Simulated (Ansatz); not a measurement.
## Ligand exchange: CH3Br + Sn(CH3)(NH2) → CH5N + Sn(CH3)Br

Gas-phase species: CH3Br `CBr`, singlet; Sn(CH3)(NH2), singlet; CH5N (methylamine) `CN`, singlet; Sn(CH3)Br, singlet. The partners trade Br for NH2: C–Br and Sn–NH2 bonds give way to C–NH2 and Sn–Br.

Shapes, held fixed at every level: PBE0-D4/def2-TZVP. Flexible molecules stand in one conformer, not always the lowest. Programs: Ansatz 0.2.0. The zero-point and thermal change to 298 K, harmonic and unscaled (PBE0-D4/def2-TZVP), is +6.4 kJ/mol.

(1) Estimate ΔH(298 K) of this reaction.

Results:

(1) The highest level, CCSD(T)/def2-TZVPP, gives ΔH(298 K) = -67.7 kJ/mol; the levels span -82.2 to -67.2. The column of differences is taken from that level and isn't an error. No measured value is set beside it here. For atoms past krypton def2 sets carry core potentials with scalar relativity. Relativity is left out for Br. Outer-core shells of Br, Sn are correlated, in sets that cover them unevenly. Times are processor times on shared x86 and Arm servers, and rough.

```json
{"level": "PBE-D4/def2-TZVPP", "kind": "GGA", "ΔH(298 K) (kJ/mol)": "-74.1", "less CCSD(T)/def2-TZVPP": "-6.4", "CPU time (sum over the molecules)": "13 s"}
{"level": "PBE0-D4/def2-TZVPP", "kind": "global hybrid", "ΔH(298 K) (kJ/mol)": "-81.9", "less CCSD(T)/def2-TZVPP": "-14.2", "CPU time (sum over the molecules)": "13 s"}
{"level": "r2SCAN0-D4/def2-TZVPP", "kind": "global hybrid", "ΔH(298 K) (kJ/mol)": "-82.2", "less CCSD(T)/def2-TZVPP": "-14.5", "CPU time (sum over the molecules)": "20 s"}
{"level": "wB97M-V/def2-TZVPP", "kind": "range-separated hybrid", "ΔH(298 K) (kJ/mol)": "-75.7", "less CCSD(T)/def2-TZVPP": "-8.0", "CPU time (sum over the molecules)": "48 s"}
{"level": "wB97X-V/def2-TZVPP", "kind": "range-separated hybrid", "ΔH(298 K) (kJ/mol)": "-76.5", "less CCSD(T)/def2-TZVPP": "-8.8", "CPU time (sum over the molecules)": "37 s"}
{"level": "MP2/def2-TZVPP", "kind": "perturbation theory", "ΔH(298 K) (kJ/mol)": "-67.2", "less CCSD(T)/def2-TZVPP": "+0.5", "CPU time (sum over the molecules)": "–"}
{"level": "CCSD(T)/def2-TZVPP", "kind": "coupled cluster or CI", "ΔH(298 K) (kJ/mol)": "-67.7", "less CCSD(T)/def2-TZVPP": "0.0", "CPU time (sum over the molecules)": "–"}
```

The exchange is clearly exothermic at every level, with CCSD(T) giving -67.7 kJ/mol. The thermal term works against it, so the driving force is electronic. Carbon gains most from the trade: its compact 2p orbitals overlap far better with nitrogen 2p than with the diffuse 4p of bromine, whereas tin, with its larger valence orbitals and low electronegativity, forms a strong polar bond to bromine and has less to lose by giving up nitrogen. Donation from the amide lone pair into the empty 5p orbital of the stannylene probably stabilises the reactant and tempers the exothermicity.

All the density functionals make the reaction more exothermic than CCSD(T) does, the two global hybrids most of all, a gap that may partly reflect the slower basis-set convergence of the correlated methods. The close match of MP2 could owe something to cancellation and doesn't by itself confirm the value. The preference applies to isolated monomers and needn't carry over to condensed phases, where amide or bromide bridges can join tin(II) centres.
